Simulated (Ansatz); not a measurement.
# Ionic part of the dielectric constant of BP at 20 GPa, mode by mode

All numbers below come from Ansatz, DFT LDA, scalar-relativistic, plane waves, PAW. Plane waves to 420 eV; Γ-centred k mesh 12×12×12; fixed occupations. No spin polarisation. Phonons by linear response, acoustic sum rule imposed.

It takes space group F-43m (No. 216, cubic). The conventional cell has a = 4.350 Å, b = 4.350 Å, c = 4.350 Å, α = 90.00°, β = 90.00°, γ = 90.00°. B (site symmetry -43m) has 4 P at 1.88 Å as nearest neighbours. P (site symmetry -43m) has 4 B at 1.88 Å as nearest neighbours.

Other phases may be more stable at this pressure.

The primitive cell has V = 20.58 Å³ and ε∞,xx = 9.166. Each polar mode adds Δε = (4.92064×10⁷/V)·S/ν² along x, with S its oscillator strength in e²/amu, ν in cm⁻¹ and V in Å³.

Question: From these modes, find each Δε and ε0,xx.
| ν (cm⁻¹) | S_xx (e²/amu) |
| --- | --- |
| 902.5 | 0.1136 |

Answer:
```tsv
ν (cm⁻¹)	Δε
902.5	0.33
```

The sum is 0.333, so ε0,xx = 9.50; the run's tensor has 9.50.

Question: Where do the longitudinal modes lie for a wave vector along x?

Answer: At 919 cm⁻¹. The Lyddane–Sachs–Teller product Π(ν_LO/ν_TO)² = 1.04 matches ε0/ε∞ = 1.04.

Cost: 1 run of about 0.54 core-minutes, on Intel Xeon Platinum 8375C (Ice Lake) (shared hosts).

The static dielectric response of compressed BP is almost entirely electronic: the lattice adds only 0.33 to an ε∞ of 9.166. Boron and phosphorus have similar electronegativities, so the bond is strongly covalent and the optical displacement carries little dipole for a compound semiconductor. The light boron atom and stiff sp³ bonds also put the transverse mode at 902.5 cm⁻¹, but only the stiffness suppresses the ionic term further, because the reduced mass cancels between the oscillator strength and the squared frequency. The same weak polarity, screened by a large electronic polarisability, keeps the longitudinal mode close by at 919 cm⁻¹. Long-range polar coupling of carriers to optical phonons should therefore be weak, although short-range deformation-potential scattering isn't constrained by these data. The absolute ε∞ is probably somewhat too large, since LDA usually underestimates the gap and so overestimates electronic screening. The oscillator strength depends on the square of the Born charge, so it can't show which atom carries the negative dynamical charge.
